Four of the eight optical levels of this Sc₃AlN₄ crystal may absorb infrared light, yet one of them takes about 98 % of the total intensity. In that level the metal atoms move essentially together, against the nitrogen atoms. In the other allowed levels the metal atoms, or the nitrogen atoms, move largely against one another, and their dipoles nearly cancel. Symmetry decides which levels may absorb, and this cancellation decides how strongly.

Optical phonons at the zone centre of cubic Sc₃AlN₄ (P-43m, 8 atoms in the cell, a = 4.769 Å), calculated with Ansatz 0.2.0 using PBE, scalar-relativistic PAW, a plane-wave cutoff of 420 eV and a Gamma-centred 6×6×6 k mesh. Each row is one degenerate level, with the infrared intensity summed over the level. Frequencies are for zero macroscopic field (no LO–TO splitting).

```csv
row,phonon frequency (cm⁻¹),degeneracy,infrared intensity ((D/Å)²/amu)
1,224.1,3,0
2,277.4,3,0.009
3,411.7,3,0.222
4,450.9,3,0
5,491.1,3,4.82
6,508.9,3,233
7,611.5,1,0
8,616.0,2,0
```

Infrared light has a wavelength far longer than the cell, so its field pushes every cell in the same way. A vibration absorbs only if it gives the whole cell an oscillating dipole, and the infrared intensity measures the square of that dipole, weighted by the moving masses. Strongly charged atoms may therefore move a good deal without absorbing, provided that their contributions add up to zero. The table contains both cases, exact cancellation and near cancellation.

The exact zeros come from the cubic symmetry of the cell. A dipole has three equivalent components, along the three cube axes, so a level that absorbs must be threefold. This excludes row 7, which is single, and row 8, which is twofold. In both of them only nitrogen moves. In row 7 the four nitrogen atoms around each aluminium atom move in and out together, and in row 8 they distort their tetrahedron without shifting its centre.

A threefold level isn't always allowed, as rows 1 and 4 show. Their patterns transform like a rotation about a cube axis, whereas a dipole transforms like an arrow along it. The mirror planes of the crystal tell the two apart, and the dipole of such a pattern must vanish. Counting the possible displacements of each kind of atom, and leaving out the uniform shift of the whole crystal, gives two levels of this rotational type and four of the arrow type. These four are rows 2, 3, 5 and 6, the only ones with an intensity.

Symmetry gives no reason why three of these four should be so weak. The reason appears in a simpler limiting case, in which all metal atoms are taken to be alike. Every atom here has four neighbours of the other kind, and the crystal then becomes ordinary zincblende, whose smallest cell holds one metal and one nitrogen atom. Such a crystal has a single threefold optical level at the zone centre, with the metal atoms moving against the nitrogen atoms, and this level absorbs.

The actual cell holds four such pairs and therefore has more vibrations at its zone centre. In the zincblende limit the additional ones are waves in which successive planes of like atoms move in opposite directions. Whatever dipole one plane creates, the next one cancels. Ordering scandium and aluminium makes neighbouring metal planes unlike and lowers the symmetry around each nitrogen atom, so that the cancellation need no longer be complete. Three levels thereby become allowed, but they inherit their weakness from the parent crystal.

How weak they stay depends partly on how differently the two metals respond to an electric field. One quantity that matters is the Born effective charge, the dipole created per unit displacement of an atom. In the same calculation, at the PBE level, it is close to +3 for scandium and aluminium alike and close to −3 for nitrogen, and the metal values spread by only about 4 %. The weak rows are thus not vibrations of weakly charged atoms. They are vibrations of strongly charged atoms whose dipoles oppose each other.

This picture can be turned into a number without knowing a single force constant. Let all metal atoms move as one rigid block against all nitrogen atoms. If $Q$ is the summed charge of the metal block and $\mu$ the reduced mass of the two blocks, a relative shift $u$ creates the dipole $Qu$, while the kinetic energy is that of a mass $\mu$. The intensity for one direction is then $Q^2/\mu$, and the threefold level has three directions:

$$I = 3\,\frac{Q^2}{\mu}, \qquad \mu = \frac{M_\text{metal}\,M_\text{N}}{M_\text{metal}+M_\text{N}} .$$

Along a cube axis two scandium atoms have the charge 3.023 e, the third has 2.942 e and aluminium has 2.903 e, which gives $Q = 11.89$ e. The metal block weighs 161.85 amu and the nitrogen block 56.03 amu, so that $\mu = 161.85 \times 56.03/217.88 = 41.6$ amu. Hence $Q^2/\mu = 3.40$ e²/amu. One electron charge corresponds to about 4.8 D/Å, and the estimate becomes $3 \times 3.40 \times 4.8^2 \approx 235$ (D/Å)²/amu.

Row 6 has 233 in the same unit, about 1 % less than the estimate. Since the charges come from the same calculation, the agreement doesn't test them. It tests the assumed motion, and it shows that the strong level is for the most part the rigid movement of metal against nitrogen. The output printed after this text gives the estimate together with the share of each row.

The same reasoning tells how much intensity would be left for the other levels if row 6 were exactly this rigid motion. The total over all levels is fixed by the charges and masses alone, and the forces between the atoms only decide how it is shared out. Beyond the rigid motion there remains about 2.9 (D/Å)²/amu, roughly a hundredth of the total. This remainder exists mainly because a field doesn't move the metal atoms quite as one block: aluminium, with nearly the same charge as scandium but a smaller mass, responds more. If all atoms are given charges of equal size and only the masses differ, the remainder is 3.0, so the unlike masses are enough to account for its size.

Row 5 is the irregular member of the weak group. Its intensity of 4.82 is small beside row 6 but larger than the whole remainder, and a vibration with no rigid part could not exceed that remainder. Row 5 must therefore contain a little of the strong motion. A little is enough, because the dipole of row 6 is about seven times as large and even a slight admixture brings a visible intensity.

Why row 5 should borrow more than rows 2 and 3 can be argued from the frequencies, though they don't prove it. Vibrations of the same symmetry mix more readily the closer their frequencies lie, and row 5 is only 18 cm⁻¹ below row 6, whereas row 3 is almost 100 cm⁻¹ below it. That fits the order of the intensities. The calculation also gives the displacement patterns of the individual modes, which could settle how much rigid motion row 5 contains, but they haven't been analysed here. For row 2 only the smallness is safe, since its 0.009 is comparable with what the numerical uncertainty of the charges could produce.

The parent crystal also explains why rows 7 and 8 belong together. In zincblende they would be one threefold level, made of equivalent nitrogen waves along the three cube axes. Ordering the metals makes these waves combine into one fully symmetric pattern and a pair, which accounts for the degeneracies 1 and 2. The common origin alone doesn't make their splitting small: rows 1 and 4 also share their parent levels with allowed ones, yet no allowed level lies within 39 cm⁻¹ of either. Between rows 7 and 8 the splitting is only 4.5 cm⁻¹, and without a test of the cutoff and the atomic datasets it isn't certain which of the two lies higher.

For a measurement this means that the infrared spectrum of such a crystal would look almost like that of a compound with two atoms in the cell. One strong absorption dominates, and the nearby row 5 could easily disappear in its flank. The ordering of the metals may show more plainly in Raman scattering, where symmetry allows rows 7 and 8, but Raman intensities weren't calculated here. The strong band marks the common motion of the metals against nitrogen, and its strength is expected to say little about how the metals are ordered on their sites.

Two limits bear on any comparison with a real film. The calculation takes a structure in which scandium has four neighbours, while scandium nitride itself prefers six, so a scandium-rich film may well adopt another structure with other levels. PBE also tends to give phonon frequencies somewhat too low, and the calculation leaves out temperature and zero-point motion, so the measured bands may lie at shifted positions. The selection rules don't depend on the functional, whereas the dominance of one level rests on the nearly equal charges of the two metals and on how little of the rigid motion goes into row 5.

Numerical output:

```
Optical modes in all levels: 21
Levels with zero intensity: 4
Modes in levels with zero intensity: 9
Modes in levels with non-zero intensity: 12
Total infrared intensity, (D/A)^2/amu: 238.1
Share of the total intensity:
  row  share in percent
    1                 0
    2          0.003781
    3           0.09326
    4                 0
    5             2.025
    6             97.88
    7                 0
    8                 0
Rows 2, 3 and 5 together, percent of total: 2.122
Intensity of row 6 over row 5: 48.34
Dipole of row 6 over row 5 (square root of the intensity ratio): 6.953
Frequency of row 6 less row 5, cm-1: 17.8
Frequency of row 8 less row 7, cm-1: 4.5
Frequency of row 2 less row 1, cm-1: 53.3
Frequency of row 5 less row 4, cm-1: 40.2
Spread of cation Born charges, percent of their mean: 4.013
Rigid cations against N, estimated intensity, (D/A)^2/amu: 235.1
Rigid estimate less row 6, percent of row 6: 0.9193
Sum of charge squared over mass, (D/A)^2/amu: 238.1
Remainder outside the rigid motion, (D/A)^2/amu: 2.922
Remainder with equal charges and true masses, (D/A)^2/amu: 3.02
```
